Dear colleague,

Before you fit $f_{44}$ to the bending of your transverse acoustic branch in cubic PbZrO$_3$, look at one assumption: that the polarisation answers the strain gradient through the uniform, static susceptibility.

Take $q\parallel[100]$ and transverse $u$ and $P$, so there is no depolarising field. Let $c,g,f$ be the $1212$ (``44'') components, primes derivatives along $q$, and $\chi=1/A=\epsilon_0\chi_r$:
\begin{equation}
\mathcal L=\tfrac{\rho}{2}\dot u^2+\tfrac{\gamma}{2}\dot P^2+M\dot u\dot P-\tfrac{A}{2}P^2-\tfrac{g}{2}P'^2-\tfrac{c}{2}u'^2-f u'P' .
\end{equation}
Plane waves obey
\begin{equation}
(A+gq^2-\gamma\omega^2)(cq^2-\rho\omega^2)=(fq^2-M\omega^2)^2 .
\label{sec}
\end{equation}
At $\omega=0$, $u=-fP/c$ leaves the stiffness $A+(g-f^2/c)q^2$. As $A\to0$ it stays positive only if $f_{44}^2<c_{44}g_{44}$. That bound never uses the assumption. The bending formula does: it replaces the first bracket by $A$.

Put $v^2=c/\rho$, $\omega^2=v^2q^2(1-\delta)$ and $\tilde f=f-Mv^2$. Equation (\ref{sec}) becomes
\begin{equation}
c\,\delta\,[A+(g-\gamma v^2)q^2+\gamma v^2q^2\delta]=q^2(\tilde f+Mv^2\delta)^2 .
\end{equation}
Order $q^2$ gives the familiar $\delta_1=\chi\tilde f^2q^2/c$. Order $q^4$ gives $cA\delta_2+c\,\delta_1(g-\gamma v^2)q^2=2\tilde fMv^2q^2\delta_1$, so
\begin{equation}
\delta=\delta_1\left[1-\chi g^*q^2+O(q^4)\right],\qquad g^*=g-\gamma v^2-2M\tilde f/\rho .
\end{equation}
Gradient stiffness weakens the response, and inertia strengthens it. Redefining $u\to u+\lambda P$ sends $M\to M+\lambda\rho$, $f\to f+\lambda c$, $g\to g+2\lambda f+\lambda^2c$ and $\gamma\to\gamma+2\lambda M+\lambda^2\rho$, leaving $\tilde f$, $g^*$ and $g-f^2/c$ unchanged. I may therefore choose $M=0$. With the bare optic branch $\omega_0^2+s^2q^2$, where $\omega_0^2=A/\gamma$ and $s^2=g/\gamma$, and with $\kappa=f^2/cg$,
\begin{equation}
\delta_1=\kappa\,\frac{s^2q^2}{\omega_0^2},\qquad \chi g^*=\frac{s^2-v^2}{\omega_0^2}.
\end{equation}

For numbers I take approximate values: $a=4.16$ \AA, cell mass $m=346.4$ amu and $c=0.44$ eV/\AA$^3$, giving $(\hbar v)^2=\hbar^2ca^3/m=382$ meV$^2$\AA$^2$. I choose $\hbar\omega_0=5$ meV to reproduce the typical optic phonon above the transition near 500 K. The values $\hbar s=30$ meV\,\AA{} and $\kappa=0.5$ are illustrative. Then $\chi g^*=36.0-15.3=20.7$ \AA$^2$. The third decimal below serves only to compare approximations within the model.

\begin{center}
\begin{tabular}{cccccc}
$q$ (\AA$^{-1}$) & $\chi g^*q^2$ & $\delta_1$ & $\delta_1+\delta_2$ & $\delta$ from (\ref{sec}) & $q^2a^2/12$\\ \hline
0.05 & 0.05 & 0.045 & 0.043 & 0.043 & 0.004\\
0.10 & 0.21 & 0.180 & 0.143 & 0.146 & 0.014\\
0.15 & 0.47 & 0.405 & 0.216 & 0.260 & 0.032
\end{tabular}
\end{center}

At 0.10 \AA$^{-1}$ the leading formula, fitted to the model's true bending, returns $f$ scaled by $\sqrt{0.146/0.180}=0.90$. At 0.15 \AA$^{-1}$ even two terms fail, so fit (\ref{sec}) itself. Extrapolated, $\delta_1$ reaches unity at 0.24 \AA$^{-1}$, an instability that $\kappa<1$ forbids.

The last column sizes a term I dropped, ordinary lattice dispersion, estimated for a chain of rigid cells from $(4/a^2)\sin^2(qa/2)\approx q^2(1-q^2a^2/12)$. At 0.05 \AA$^{-1}$ it exceeds $|\delta_2|=0.002$; at 0.10 \AA$^{-1}$ it lies below $|\delta_2|=0.037$. Temperature separates the two, since $\delta_2\propto\omega_0^{-4}$ at fixed $s$, $v$ and $\kappa$, while the lattice term does not contain $\omega_0$.

These numbers are the model's, not the crystal's. The length $\chi g^*$ is a difference of comparable terms and changes sign if $s<v$, so extract $s$ from the same fit. Along $[110]$ with in-plane polarisation, where PbZrO$_3$ is typically softest, the algebra carries over with $(c_{11}-c_{12})/2$ and the matching combinations of $f$ and $g$. Finally, the static permittivity near the transition is typically several thousand, roughly ten times the phonon's share, the rest coming from a relaxational central mode that the model omits. At frequencies low enough for that mode to follow, the model understates both $\delta_1$ and $\chi gq^2$ by up to that factor; near its relaxation rate the coupling appears partly as acoustic linewidth.